**Question.** I have fine-structure intervals for nine charge states of hafnium from an X2C-1e Hamiltonian at three levels: GHF with the bare-nucleus spin-orbit term, GHF with a screened one, and GMP2 on top of the screened GHF. The intervals jump up and down along the series, and GMP2 hardly seems to do anything. Can I drop it? Does screening matter for ions this highly charged, or would a hydrogenic formula serve as well?

Fine-structure intervals of Hf ions (Z = 72), computed with PySCF 2.14.0 using two-component X2C-1e, a Gaussian nucleus and even-tempered spdf basis sets scaled to each ion. GHF uses one spinor determinant in jj occupation; GMP2 freezes the cores listed. Bare-SO has the one-electron spin-orbit term of the bare nucleus; screened-SO adds screened-nucleus factors.

| species | electrons | configuration | final configuration | frozen electrons | GHF screened-SO (cm⁻¹) | GMP2 screened-SO (cm⁻¹) | GHF bare-SO (cm⁻¹) |
| --- | --- | --- | --- | --- | --- | --- | --- |
| Hf35+ | 37 | [Kr] (4d3/2)1 | [Kr] (4d5/2)1 | 28 | 138390 | 138710 | 160840 |
| Hf37+ | 35 | [Ar] 3d10 4s2 (4p1/2)2 (4p3/2)3 | [Ar] 3d10 4s2 (4p1/2)1 (4p3/2)4 | 10 | 659280 | 659210 | 680100 |
| Hf41+ | 31 | [Ar] 3d10 4s2 (4p1/2)1 | [Ar] 3d10 4s2 (4p3/2)1 | 10 | 683880 | 681520 | 705390 |
| Hf45+ | 27 | [Ar] (3d3/2)4 (3d5/2)5 | [Ar] (3d3/2)3 (3d5/2)6 | 10 | 481150 | 480700 | 559550 |
| Hf53+ | 19 | [Ar] (3d3/2)1 | [Ar] (3d5/2)1 | 10 | 551530 | 552090 | 641320 |
| Hf55+ | 17 | [Ne] 3s2 (3p1/2)2 (3p3/2)3 | [Ne] 3s2 (3p1/2)1 (3p3/2)4 | 2 | 2496500 | 2497400 | 2575200 |
| Hf59+ | 13 | [Ne] 3s2 (3p1/2)1 | [Ne] 3s2 (3p3/2)1 | 2 | 2615800 | 2609700 | 2698200 |
| Hf63+ | 9 | [He] 2s2 (2p1/2)2 (2p3/2)3 | [He] 2s2 (2p1/2)1 (2p3/2)4 | 0 | 9987000 | 9988400 | 10304000 |
| Hf67+ | 5 | [He] 2s2 (2p1/2)1 | [He] 2s2 (2p3/2)1 | 0 | 10519000 | 10500000 | 10852000 |

**Answer.** Each entry is the total energy of the final configuration less that of the first, in cm$^{-1}$. A label such as (4p3/2)3 means three electrons in the $j=3/2$ spinors of 4p, and "frozen electrons" are those left uncorrelated in GMP2. Every row has one electron or one hole outside closed $jj$ subshells, so one determinant describes a definite $J$ level. The differences between columns are steps between approximations, and a small step does not show that either level is close to nature.

**The formula.** An electron with quantum numbers $n,l$ in the field of a charge $Z_\text{eff}$ has spin-orbit coupling proportional to $Z_\text{eff}\langle r^{-3}\rangle$, and $\langle r^{-3}\rangle$ scales as $Z_\text{eff}^3/[n^3 l(l+\tfrac12)(l+1)]$. The factor $l+\tfrac12$ cancels against the difference of $\langle \mathbf{l\cdot s}\rangle$ between the two $j$ values, which leaves the Pauli result

$$\Delta E = \frac{R\alpha^2 Z_\text{eff}^4}{n^3\, l(l+1)},\qquad Z_\text{eff}=Z-c_l\,(N-1),$$

with $R$ the Rydberg constant, $\alpha$ the fine-structure constant, $N$ the electron count and $c_l$ a fitted screening per electron. In the bare-SO column the operator itself carries the full $Z$ and only $\langle r^{-3}\rangle$ is screened, so $c_l$ is an effective number and not a count of inner electrons. This accounts for your jumps. Within a subshell, stripping electrons raises $Z_\text{eff}$ and the interval rises, in all four pairs of rows. From Hf41+ to Hf45+ the open shell changes from 4p to 3d, $n^3 l(l+1)$ goes from 128 to 162, and the screened interval drops to 0.704 of its value although the charge has risen. The bare-SO interval drops only to 0.793 of its value; the rest is the stronger spin-orbit screening of d, treated below.

This form and the exact Dirac interval for the same $Z_\text{eff}$ were each fitted to all nine bare-SO values, with one $c_l$ for p and one for d; the output after this answer gives the residuals. For Hf53+ (3d, $N=19$, part of the fit), with the Pauli $c_d$:

$$Z_\text{eff}=72-0.397\times18=64.85,\qquad \Delta E=\frac{R\alpha^2\times64.85^4}{27\times6}=6.38\times10^5\ \text{cm}^{-1}.$$

That is 0.5 % below the bare-SO entry, and it is the best Pauli row. In the p rows the Pauli errors reach 15 % of the bare value, because a p1/2 spinor penetrates to the nucleus and higher powers of $Z\alpha$ are large at this $Z$. The Dirac form holds those powers and is off by 3.5 % rms, at worst 6.3 % (Hf45+). It lies too low in every hole row and too high in every one-electron row, since electrons in the same subshell screen each other less than the average $c_l$ assumes. Once $c_l$ is known the formula costs nothing, and it reproduces the bare-SO values it was fitted to within several percent; ions outside the fit were not tested.

**Bare against screened spin-orbit.** This is the largest step between your columns. In the bare column the orbitals feel the other electrons, but the spin-orbit operator contains the field of the full nucleus. The electrons lying inside also contribute a field, of opposite sign, and this two-electron spin-orbit term reduces the splitting. Bare-SO exceeds screened-SO by about 3 % in all p rows and by about 16 % in all d rows.

The usual substitute multiplies the operator by $1-Q_l/Z$, where the standard values, as recalled, are $Q=2$ for p and $Q=10$ for d. The reasoning is that $r^{-3}$ weights the innermost part of the orbital. A p function reaches in to where only the 1s pair screens, whereas the centrifugal barrier keeps a d function outside the $n=2$ shell as well. High charge therefore does not make screening negligible, because the inner electrons are the last to be removed.

The constancy of the ratio is built in, since the factors depend on $l$ and $Z$ only, and it tells nothing about the true screening in each ion. Hf67+ and Hf37+, with 5 and 35 electrons, get the same treatment. The d rows imply $Q$ close to 10.1, the p rows close to 2.2. The excess for p may come from a more than linear response of the p1/2 spinor to the strength of the coupling, which is a guess and untested here.

**GMP2.** GMP2 moves no interval by more than 0.344 % of the screened GHF value. Both determinants have the same $nl$ configuration, so most of the correlation energy cancels in the difference. The exception with a clear pattern is $ns^2np^1$: the runs give a lowering of 0.292 eV for Hf41+, 0.762 eV for Hf59+ and 2.28 eV for Hf67+. The p$^5$ ion of the same shell serves as a control and shifts at least seven times less.

Theory offers a blocking argument. The $ns^2$ pair can be excited into three $np$ pairs, (p1/2)$^2$ with gap $D_1$ and two (p3/2)$^2$ pairs with the larger gap $D_3\approx D_1+2\Delta E$, each with about the same coupling $K$. In the lower state the p1/2 electron blocks the first pair, and the energy gain is $2K^2/D_3$. In the upper state a p3/2 electron blocks one high pair, and the gain is $K^2/D_1+K^2/D_3$. The interval then changes by

$$\delta=-K^2\left(\frac1{D_1}-\frac1{D_3}\right),\qquad \frac{\delta}{\Delta E}\approx-\frac{2\,(K/D_1)^2}{1+2\Delta E/D_1}.$$

The shift is negative, and it is absent in p$^5$, where no empty pair exists; the table shows both features. If $K/D_1$ is similar in the three shells, the second form says that the relative shift shrinks as the fine structure grows against the s–p gap. That is the direction seen, from 0.344 % at $n=4$ through 0.235 % to 0.175 % at $n=2$, on three points only. The size is less safe than the sign: MP2 takes its gaps from virtual spinors that feel all $N$ electrons, which makes $D_1$ too large, so it may underestimate this mixing. That is argued and not tested.

The remaining shifts have both signs and should not be interpreted. Basis and frozen core change from row to row, GMP2 drops between 28 and 96 high virtual spinors, and their convergence is untested. Hf35+ is the warning: its shift of +0.231 % is relatively larger than that of Hf67+, yet its whole 3d shell is frozen.

**Steps against purpose and cost.** The screening step is at least 9 times the GMP2 shift in every row. An error of one tenth in that step would be about 0.3 % of a p interval and 1.6 % of a d interval, which matches the largest GMP2 shift for p and exceeds every one for d. Breit and QED terms are not in this Hamiltonian, and in heavy ions they can move s and p1/2 levels as much as correlation does, or more when the charge is high and few electrons are left. The closeness of GMP2 to GHF therefore says only that the correlation shift is small at the MP2 level, and it says nothing about accuracy.

Bare and screened GHF cost the same, because the factors only rescale one-electron integrals. GMP2 adds an integral transformation that grows as the fifth power of size and about $o^2v^2$ amplitudes, for $o$ correlated and $v$ virtual spinors. That count runs from $0.84\times10^6$ for Hf67+ to $12\times10^6$ for Hf37+, so it mostly follows the number of active electrons, and the largest count buys the smallest shift.

As a rule, use the Dirac formula times $1-Q_l/Z$ for orientation and screened GHF where an uncertainty of at least a percent or two is acceptable (an estimate, not tested here against better theory or experiment); bare-SO saves nothing. GMP2 can be dropped at that level. Finer work needs a true two-electron spin-orbit term, Breit and QED as well as correlation, because GMP2 leaves the errors of the Hamiltonian untouched. Correlation deserves most care in $ns^2np^1$ ions, where it has a definite sign and calls for a method that treats the near-degenerate mixing better than MP2.

Numerical output:

```
A. Formula with Zeff = Z - c_l (N-1), fitted to GHF bare-SO
Dirac: c_p 0.355, c_d 0.415, rms 3.5 %, worst Hf45+ -6.3 %
Pauli: c_p 0.263, c_d 0.397, rms 9.9 %, worst Hf63+ -15.4 %
ion shell | unscreened Dirac/bare | Z-Zeff for exact match | error % Dirac, Pauli
Hf35+ 4d1 | 2.69 | 15.46 |  +3.8  +5.0
Hf37+ 4p5 | 2.18 | 11.84 |  -1.6  +6.2
Hf41+ 4p1 | 2.10 | 11.33 |  +4.8  +9.4
Hf45+ 3d9 | 1.82 |  9.81 |  -6.3  -6.7
Hf53+ 3d1 | 1.59 |  7.70 |  +1.4  -0.5
Hf55+ 3p5 | 1.38 |  5.03 |  -4.2 -11.2
Hf59+ 3p1 | 1.31 |  4.31 |  +0.3  -9.9
Hf63+ 2p5 | 1.15 |  2.31 |  -3.3 -15.4
Hf67+ 2p1 | 1.10 |  1.48 |  +0.4 -14.7
screened, one electron/one hole: 4p 1.037, 3d 1.146, 3p 1.048, 2p 1.053
screened, Hf45+ (3d)/Hf41+ (4p) 0.704; largest/smallest interval 76
B. Screening step: ion | bare/screened | bare-screened 1/cm, eV | implied Q | wavelength nm
Hf35+ 4d1 | 1.1622 |   22450   2.78 | 10.05 | 72.260
Hf37+ 4p5 | 1.0316 |   20820   2.58 |  2.20 | 15.168
Hf41+ 4p1 | 1.0315 |   21510   2.67 |  2.20 | 14.622
Hf45+ 3d9 | 1.1629 |   78400   9.72 | 10.09 | 20.784
Hf53+ 3d1 | 1.1628 |   89790  11.13 | 10.08 | 18.131
Hf55+ 3p5 | 1.0315 |   78700   9.76 |  2.20 | 4.006
Hf59+ 3p1 | 1.0315 |   82400  10.22 |  2.20 | 3.823
Hf63+ 2p5 | 1.0317 |  317000  39.30 |  2.22 | 1.001
Hf67+ 2p1 | 1.0317 |  333000  41.29 |  2.21 | 0.951
p: ratio 1.0315 to 1.0317; 1/(1-Q/Z) with recalled Q=2: 1.0286
d: ratio 1.1622 to 1.1629; 1/(1-Q/Z) with recalled Q=10: 1.1613
C. GMP2-GHF: ion | 1/cm (table rounding) | eV | % | as % of screening step | o, v, o2v2/1e6
Hf35+ 4d1 |   +320 (10) | +0.040 | +0.231 |  1.4 | 9 117 1.11
Hf37+ 4p5 |    -70 (10) | -0.008 | -0.010 |  0.3 | 25 139 12.08
Hf41+ 4p1 |  -2360 (10) | -0.292 | -0.344 | 10.9 | 21 143 9.02
Hf45+ 3d9 |   -450 (10) | -0.055 | -0.092 |  0.6 | 17 125 4.52
Hf53+ 3d1 |   +560 (10) | +0.070 | +0.102 |  0.6 | 9 133 1.43
Hf55+ 3p5 |   +900 (100) | +0.105 | +0.034 |  1.1 | 15 147 4.86
Hf59+ 3p1 |  -6100 (100) | -0.762 | -0.235 |  7.5 | 11 151 2.76
Hf63+ 2p5 |  +1400 (100) | +0.179 | +0.014 |  0.5 | 9 179 2.60
Hf67+ 2p1 | -19000 (1000) | -2.280 | -0.175 |  5.5 | 5 183 0.84
|shift p1|/|shift p5| for n = 4, 3, 2: 34.5, 7.3, 12.8
p1 rows, power of n (three points): shift -2.95, interval -3.91
screening step/|GMP2 shift|: smallest 9.1 (Hf41+), largest 305 (Hf37+)
largest |GMP2 shift| 0.344 % (Hf41+)
largest relative rounding of table 0.0048 %; eV outputs vs table 0.0024 %
```
